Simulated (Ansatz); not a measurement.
# Decay constant of the tunnelling density against sample bias on carbon-covered (PBE) and copper-covered (LDA) Mo(100)

A common rule of thumb says that a tunnelling current falls about tenfold for each ångström of added distance, whatever the bias. Scanning tunnelling microscopy relies on it when a change of tip height is read as surface relief or as a barrier height. The problem is to find how far the rule holds on two ordered overlayers on Mo(100), one of carbon and one of copper, as the bias runs from filled to empty states. The quantity is κ, the decay constant of the density of the states between the Fermi level and the bias. It is measured against κ₀, the decay constant of a free electron at the top of that window with no momentum along the surface.

## Set-up

Ansatz 0.2.0, plane-wave Kohn-Sham DFT with its default PAW datasets at cutoffs of 420 eV, level as listed. Slabs and stacks are built by hand and relaxed; a single point with 17 to 18 Å of vacuum, a dipole correction, Fermi-Dirac smearing of 0.05 eV and meshes of 8 to 10 points along the first in-plane vector gives the density of the states between the Fermi level and the sample bias. Its planar mean n(z) is fitted as exp(−2κz) between 3 and 5 Å above the top atom. Spin-paired, no spin-orbit coupling.

Notes on method and selection:

- A free electron at the Fermi level with no momentum along the surface decays with κ₀ = 0.5123·√Φ Å⁻¹, Φ in eV; momentum along the surface raises κ, and the slow approach of the potential to the vacuum level lowers it.
- The tip is left out (Tersoff-Hamann).
- Slabs this thin have discrete subbands, so κ depends on which of them fall in the window.
- Windows narrower than 0.1 V hold too few states on these meshes and are not listed; a blank corrugation was not computed at that height.
- Runs in which the search for lower states was switched off are not listed.
- Work functions and vacuum levels are read from the electrostatic potential (Hartree and local ionic parts), which a warning of a rough exchange-correlation potential in thin density does not concern.
- Sites and patterns name the starting structure; atoms can leave their sites in the relaxation.
- The default PAW datasets of this version of Ansatz are the set soft_2.
- Runs that did not converge, have known faults or may not be shown are not listed, and runs on Ansatz's PAW sets soft_1 and soft_2 are kept to separate tables.

Columns:

- bias (V): sample bias; negative images filled states.
- κ₀ of window top (Å⁻¹): 0.5123·√(Φ − E) for the highest energy E in the window, from the Fermi level.
- κ (Å⁻¹): decay constant κ of the window's density.
- corrugation (Å): corrugation at constant current, set to the mean density at the first listed height.

## Data

| member | surface | bias (V) | κ₀ of window top (Å⁻¹) | κ (Å⁻¹) | corrugation (Å) |
| --- | --- | --- | --- | --- | --- |
| −2 V | Mo(100)-(2x1)-C, hollow site (PBE, Φ 4.27 eV, 3.5 Å) | −2.0 | 1.059 | 1.117 | 0.390 |
| −1 V | Mo(100)-(2x1)-C, hollow site (PBE, Φ 4.27 eV, 3.5 Å) | −1.0 | 1.059 | 1.080 | 0.401 |
| −0.3 V | Mo(100)-(2x1)-C, hollow site (PBE, Φ 4.27 eV, 3.5 Å) | −0.3 | 1.059 | 1.058 | 0.495 |
| +0.3 V | Mo(100)-(2x1)-C, hollow site (PBE, Φ 4.27 eV, 3.5 Å) | 0.3 | 1.021 | 1.057 | 0.115 |
| +1 V | Mo(100)-(2x1)-C, hollow site (PBE, Φ 4.27 eV, 3.5 Å) | 1.0 | 0.927 | ? | ? |
| +2 V | Mo(100)-(2x1)-C, hollow site (PBE, Φ 4.27 eV, 3.5 Å) | 2.0 | 0.773 | 1.024 | 0.366 |
| −1.5 V | Mo(100)-(3x1)-Cu, top site (LDA, Φ 4.23 eV, 2.5 Å) | −1.5 | 1.054 | ? | – |
| −0.7 V | Mo(100)-(3x1)-Cu, top site (LDA, Φ 4.23 eV, 2.5 Å) | −0.7 | 1.054 | 1.189 | – |
| −0.2 V | Mo(100)-(3x1)-Cu, top site (LDA, Φ 4.23 eV, 2.5 Å) | −0.2 | 1.054 | 1.157 | 1.467 |
| +0.2 V | Mo(100)-(3x1)-Cu, top site (LDA, Φ 4.23 eV, 2.5 Å) | 0.2 | 1.028 | 1.150 | – |
| +0.7 V | Mo(100)-(3x1)-Cu, top site (LDA, Φ 4.23 eV, 2.5 Å) | 0.7 | 0.962 | 1.111 | – |
| +1.5 V | Mo(100)-(3x1)-Cu, top site (LDA, Φ 4.23 eV, 2.5 Å) | 1.5 | 0.846 | 0.964 | – |

Cells marked ? are withheld until the estimate has been made.

## Why the values move as they do

Solution. A density that decays as exp(−2κz) falls by exp(2κ) per ångström. On the copper-covered surface this factor is exp(2 × 1.189) = 10.8 at −0.7 V and exp(2 × 0.964) = 6.9 at +1.5 V. On the carbon-covered surface it runs only from 9.3 at −2 V to 7.8 at +2 V. The rule gives the right size, but κ falls from each listed bias to the next higher one on both surfaces.

For filled states the top of the window stays at the Fermi level, so κ₀ is constant. A wider window adds deeper states, which face a higher barrier and decay faster. On the carbon-covered surface κ rises by 1.117 − 1.058 = 0.059 Å⁻¹ between −0.3 and −2 V.

For empty states the window grows towards the vacuum level, and κ should fall. On the copper-covered surface it drops by 1.150 − 0.964 = 0.186 Å⁻¹ between +0.2 and +1.5 V, close to the drop in κ₀ of 1.028 − 0.846 = 0.182 Å⁻¹. On the carbon-covered surface κ₀ drops by 1.021 − 0.773 = 0.248 Å⁻¹ between +0.3 and +2 V, but κ by only 1.057 − 1.024 = 0.033 Å⁻¹. Its higher empty states may carry momentum along the surface, which raises κ; which subbands of the thin slab fall in the window matters too.

An unchanged decay does not mean an unchanged image. Between −0.3 and +0.3 V on the carbon-covered surface κ changes by 0.001 Å⁻¹, while the corrugation falls from 0.495 to 0.115 Å and the brightest spot moves.

Both runs warned of a rough exchange-correlation potential in the region of the fit, so changes with bias on one surface are safer than absolute values or a comparison of the two, which also differ in functional.

## An estimate before looking

Plain estimates from the members shown:

- +1 V (Mo(100)-(2x1)-C, hollow site (PBE, Φ 4.27 eV, 3.5 Å)), straight-line interpolation between +0.3 V and +2 V: w = (1.0 − 0.3) / (2.0 − 0.3) = 0.412, so 1.057 + 0.412 × (1.024 − 1.057) = 1.043 Å⁻¹
- −1.5 V (Mo(100)-(3x1)-Cu, top site (LDA, Φ 4.23 eV, 2.5 Å)), mean of the 5 members shown: 1.114 Å⁻¹, standard deviation 0.079

For +1 V on the carbon-covered surface the interpolated 1.043 Å⁻¹ is kept, since κ changes little between its neighbours. The same route for +0.7 V on the copper-covered surface has w = (0.7 − 0.2) / (1.5 − 0.2) = 0.385 and gives 1.150 + 0.385 × (0.964 − 1.150) = 1.078 against 1.111 Å⁻¹. That miss of 0.033 sets the error.

For −1.5 V on the copper-covered surface the mean of the members is unsuitable, because it includes the slowly decaying empty states. A better start is −0.7 V, with a shift for the added deeper states. If states are spread evenly in energy and equally strong at the top atom, their mean depth below the Fermi level at distance z is d = 1/a − W/(exp(aW) − 1), where W is the window width, a = 2sz and s = 0.5123/(2√Φ). With z = 4 Å, the middle of the fitted range, and Φ = 4.23 eV, s = 0.5123 / (2 × √4.23) = 0.1245 Å⁻¹ per eV and a = 2 × 0.1245 × 4 = 0.996 per eV. Then d is 1 / 0.996 − 0.7 / (exp(0.996 × 0.7) − 1) = 0.310 eV at −0.7 V and 1 / 0.996 − 1.5 / (exp(0.996 × 1.5) − 1) = 0.570 eV at −1.5 V, and κ = 1.189 + 0.1245 × (0.570 − 0.310) = 1.221 Å⁻¹.

On the three shown steps between filled-state windows this formula misses by about 0.01 Å⁻¹ or less. For empty states the same assumptions give a mean energy of W − d above the Fermi level, which lowers κ. From +0.7 to +1.5 V on the copper-covered surface this form misses by 0.08 Å⁻¹, perhaps because a new subband enters the window. An error of 0.03 lies between these, nearer the filled-state misses.

**Committed estimate, +1 V (Mo(100)-(2x1)-C, hollow site (PBE, Φ 4.27 eV, 3.5 Å)): κ = 1.04 ± 0.03 Å⁻¹.**  
**Committed estimate, −1.5 V (Mo(100)-(3x1)-Cu, top site (LDA, Φ 4.23 eV, 2.5 Å)): κ = 1.22 ± 0.03 Å⁻¹.**

## The withheld result

| member | surface | bias (V) | κ₀ of window top (Å⁻¹) | κ (Å⁻¹) | corrugation (Å) |
| --- | --- | --- | --- | --- | --- |
| +1 V | Mo(100)-(2x1)-C, hollow site (PBE, Φ 4.27 eV, 3.5 Å) | 1.0 | 0.927 | 1.042 | 0.192 |
| −1.5 V | Mo(100)-(3x1)-Cu, top site (LDA, Φ 4.23 eV, 2.5 Å) | −1.5 | 1.054 | 1.220 | – |

| member | estimate | κ (Å⁻¹) | computed | estimate − computed | miss in error bars |
| --- | --- | --- | --- | --- | --- |
| +1 V (Mo(100)-(2x1)-C, hollow site (PBE, Φ 4.27 eV, 3.5 Å)) | committed | 1.040 | 1.042 | −0.002 | 0.1 |
| +1 V (Mo(100)-(2x1)-C, hollow site (PBE, Φ 4.27 eV, 3.5 Å)) | interpolation | 1.043 | 1.042 | +0.001 |  |
| −1.5 V (Mo(100)-(3x1)-Cu, top site (LDA, Φ 4.23 eV, 2.5 Å)) | committed | 1.220 | 1.220 | 0.000 | 0.0 |
| −1.5 V (Mo(100)-(3x1)-Cu, top site (LDA, Φ 4.23 eV, 2.5 Å)) | mean | 1.114 | 1.220 | −0.106 |  |

Both estimates fall well inside their error bars of 0.03 Å⁻¹. At +1 V on the carbon-covered surface the committed value is the rounded interpolation, so it does no better than that plain estimate. At −1.5 V on the copper-covered surface the mean of the other members is 0.106 Å⁻¹ too low, while the formula for the added deeper states gave 1.221 against 1.220 Å⁻¹. Its misses of up to about 0.01 Å⁻¹ on the other filled-state steps show that such close agreement is partly chance.

The filled-state result fits the mechanism: a wider window adds states that face a higher barrier, but their density is already weak at the height of the fit, so κ rises slowly. The empty-state result confirms how little κ follows the window top on the carbon-covered surface. From +0.3 to +1 V κ falls by 1.057 − 1.042 = 0.015 Å⁻¹, against 1.021 − 0.927 = 0.094 Å⁻¹ for κ₀.

## Where the trend breaks

Two members stand out, both at the highest empty-state bias of their surface.

At +1.5 V on the copper-covered surface κ is the lowest of the table. From +0.7 V it drops by 1.111 − 0.964 = 0.147 Å⁻¹, more than the 0.116 Å⁻¹ by which κ₀ drops. In the step before, from +0.2 to +0.7 V, κ had dropped by only 1.150 − 1.111 = 0.039 Å⁻¹, against 1.028 − 0.962 = 0.066 Å⁻¹ for κ₀. The close match of the two drops over the whole range from +0.2 to +1.5 V is therefore a sum of unequal steps. A likely reason is a subband with little momentum along the surface that enters the window above +0.7 V and reaches far into the vacuum, which lowers κ.

At +2 V on the carbon-covered surface κ lies 1.024 − 0.773 = 0.251 Å⁻¹ above κ₀, the largest excess of the table. Either the states near the window top carry momentum along the surface, or they are weak there and states nearer the Fermi level supply most of the density. Both would keep κ high.

## Closing remarks

On both surfaces κ falls from each listed bias to the next higher one. From a neighbouring filled-state bias on the same surface, κ can be estimated to about 0.01 Å⁻¹; for empty states the error can reach about 0.08 Å⁻¹, perhaps through a new subband.

In practice, a tenfold change of current on the copper-covered surface takes 2.303 / (2 × 1.220) = 0.94 Å at −1.5 V and 2.303 / (2 × 0.964) = 1.19 Å at +1.5 V, if the field of the tip is neglected.

That field matters. For a tip of equal work function it changes the mean barrier at the window top by about half the bias, lowering it for filled states and raising it for empty ones. At 2 V this is 1 eV, or roughly 0.1 Å⁻¹ in κ, with opposite signs at the two polarities. The total exceeds the whole spread of 0.093 Å⁻¹ on the carbon-covered surface, so a measured trend there could be reversed.
